For this radical anion, each extra per cent of exact exchange in a global functional adds about 1 MHz to the hyperfine coupling of carbon C4, so the choice between none and half more than doubles it. The g shift moves by only 20 ppm across the whole table. B3LYP or PBE0 is a sensible starting level for assigning the spectrum, but no measured value here ranks the functionals, so the uncertainty may be wider than their mutual agreement suggests.

Isotropic hyperfine couplings, g shift from the free-electron value and <S^2> for C3H6BF (SMILES B[C-](C)[CH]F, charge -1, doublet), computed with PySCF 2.14.0 using density fitting. Unrestricted Kohn–Sham, gas phase, IGLO-III on B, C and F, pcH-1 on H; mean-field spin-orbit coupling and GIAOs for the g shift; geometry from PBE0-D3(BJ)/def2-SVP.

```
functional  exact exchange, long range (%)  A iso C4 (MHz)  A iso F5 (MHz)  A iso H6 (MHz)  A iso H11 (MHz)  isotropic g shift (ppm)  <S^2>
       PBE                               0            36.2            43.2           -34.5            -31.2                      571  0.759
     B3LYP                              20            52.7            68.4           -31.1            -37.8                      567  0.766
 BHandHLYP                              50            84.4           106.6           -35.8            -52.4                      553  0.789
 CAM-B3LYP                              65            55.6            70.7           -32.6            -41.2                      573  0.777
      PBE0                              25            56.1            71.9           -39.3            -41.3                      556  0.773
```

An isotropic coupling, A iso, is the splitting that a nucleus gives an EPR line, and it measures the net spin exactly at that nucleus. C4 is the carbon that carries fluorine F5 and hydrogen H11; H6 stands for the average of the two inequivalent hydrogens on boron. The table has no column for boron or for the central carbon, whose coupling is larger in size than that of H6 with B3LYP and CAM-B3LYP. The unpaired electron is not confined to C4, as the SMILES suggests, but occupies a π orbital spread mainly over boron and C4. That orbital is zero in the molecular plane, where all these nuclei lie, so the couplings must come from the paired σ electrons. This holds for the fixed, flat geometry used here. Vibrations were not averaged, and out-of-plane bending at C4 would let the unpaired electron contribute directly, which could shift the measured C4 coupling noticeably from any value in the table.

The PBE row, without exact exchange, shows how delicate this is. Exchange lowers the energy of electrons with parallel spins that share a region. In the C4–H11 bond it therefore draws the σ electron parallel to the π electron towards carbon and leaves opposite spin at hydrogen, which explains the negative H11 coupling. The other σ bonds of C4 respond in a similar way, and together they make its own coupling positive. Semilocal functionals such as PBE often make this spin polarisation too weak. PBE also stands alone in making H6 larger in size than H11, so the protons should not be assigned from PBE alone.

Two rows down, BHandHLYP has 50 % exact exchange and brings C4 to 84 MHz, from 36 MHz with PBE. C4 does gain spin, balanced by more opposite spin on the central carbon rather than by a loss from boron, but its spin population, a rough measure, rises by only 28 %. Scaling the PBE coupling by that rise gives 46 MHz. Most of the increase must therefore have another origin, and theory points to the σ electrons responding more strongly to the π electron. So much exact exchange can exaggerate the response, which makes BHandHLYP better suited to testing sensitivity than to giving the final value.

The CAM-B3LYP row seems to break the rule, because its 65 % is the highest share in the table. That figure holds only at long range; at short range the share is 19 %. A straight line fitted to the C4 couplings of the other four functionals lets both shares be tried on a row outside the fit:

A(C4) ≈ 34.4 MHz + 0.97 MHz × share in %
share 65: 34.4 + 0.97 × 65 ≈ 97 MHz
share 19: 34.4 + 0.97 × 19 ≈ 53 MHz

The calculation gave 55.6 MHz, so the short-range share comes within 3 MHz and the long-range share fails badly. Four points support the line only loosely: leaving out one at a time gives a typical error of 5 MHz.

The likely reason is the shape of the long-range interaction, which is almost constant across a single atom. The exchange energy between a σ and a π orbital depends on their product, and this product sums to zero because the orbitals are orthogonal. A constant interaction therefore contributes nothing, and a nearly constant one contributes little. For σ–π polarisation in a similar planar radical, the short-range share is thus the first number to look up.

The last row, PBE0, agrees with B3LYP and CAM-B3LYP within 4 MHz for C4, F5 and H11, but the three spread over 8 MHz for H6. Here the functional family matters as well as the exchange share. At equal exchange, B3LYP gives an H6 coupling 19 % smaller in size than the line from PBE to PBE0, while the spin population on boron is only 7 % lower. The remainder fits a weaker polarisation of the B–H bonds in B3LYP: the opposite spin population on these hydrogens is about a quarter smaller in the same comparison. In PBE0, H11 exceeds the H6 average by just 2 MHz, too little to settle which proton has the largest coupling.

Whether these steps matter depends on the purpose. Over all rows the F5 splitting varies by 2.3 mT, which is easily seen in a spectrum; among the three similar hybrids it varies by 0.13 mT, near the width of a broad line in solution, though the H6 splitting still varies by 0.3 mT. The differences in g shift between the functionals move the line by only about 0.003 mT at a common spectrometer field, so they offer no practical reason to prefer one functional.

Cost gives little reason to choose an extreme. Exact exchange adds work that grows faster with molecular size than a PBE calculation, but 50 % costs the same as 20 %, and range separation adds a second exchange step. For a molecule this small, the effort is better spent on checking that the isolated anion binds its extra electron. A compact basis can hold an unbound electron in place artificially, whichever functional is used. Diffuse functions can expose this but not cure it: they let the electron drift away, and the couplings then lose their meaning. For a spectrum taken in solution, a solvent model is the more useful addition. The analysis printed below gives the fitted line and the comparisons between functionals.

Printed output of the fit:

```
Coupling per unit spin population and proton order:
        row  C4 per C4 spin MHz  H11 per C4 spin MHz  size H11 less size H6 MHz
        PBE               77.87               -67.11                       -3.3
      B3LYP               103.7               -74.38                        6.7
  BHandHLYP               141.8               -88.02                       16.6
  CAM-B3LYP               102.4               -75.85                        8.6
       PBE0               104.1               -76.61                          2
fit of a_C4 on 4 rows (exx < 60): constant 34.36 +/- 2.1, coefficient of exx 0.9681 +/- 0.072; rms 1.81, worst PBE0 2.46, leave-one-out rms 5.29
  rows outside the fit (model, value, miss): CAM-B3LYP 97.28, 55.6, 41.7
Rise of C4 spin population from PBE to BHandHLYP in %: 28.05
Rise of C4 coupling from PBE to BHandHLYP in %: 133.1
C4 coupling at BHandHLYP if only C4 spin had grown in MHz: 46.35
H11 coupling at BHandHLYP if only C4 spin had grown in MHz: -39.95
Rough extra C4 coupling from more negative C2 spin with recalled factor -39 in MHz: 4.738
Global exchange share equivalent to CAM-B3LYP from C4 in %: 22.74
Global exchange share equivalent to CAM-B3LYP from F5 in %: 21.81
Global exchange share equivalent to CAM-B3LYP from H11 in %: 26.99
Global exchange share equivalent to CAM-B3LYP from H6 in %: 29.57
Spread of C4 over B3LYP and PBE0 and CAM-B3LYP in MHz: 3.4
Spread of F5 over the same three in MHz: 3.5
Spread of H11 over the same three in MHz: 3.5
Spread of H6 over the same three in MHz: 8.2
Spread of C4 over all rows in MHz: 48.2
Spread of F5 over all rows in MHz: 63.4
Spread of H11 over all rows in MHz: 21.2
B3LYP less PBE-PBE0 line at equal exchange for C4 in MHz: 0.58
B3LYP less PBE-PBE0 line at equal exchange for F5 in MHz: 2.24
B3LYP less PBE-PBE0 line at equal exchange for H11 in MHz: 1.48
B3LYP less PBE-PBE0 line at equal exchange for H6 in MHz: 7.24
The same H6 shift in % of its size: -18.88
The same shift of boron spin population in %: -7.168
F5 spread over all rows as field splitting at 28 MHz per mT in mT: 2.264
F5 spread over the three similar hybrids in mT: 0.125
Spread of g shift over all rows in ppm: 20
Line shift from that g spread at a field of about 340 mT in mT: 0.0034
```
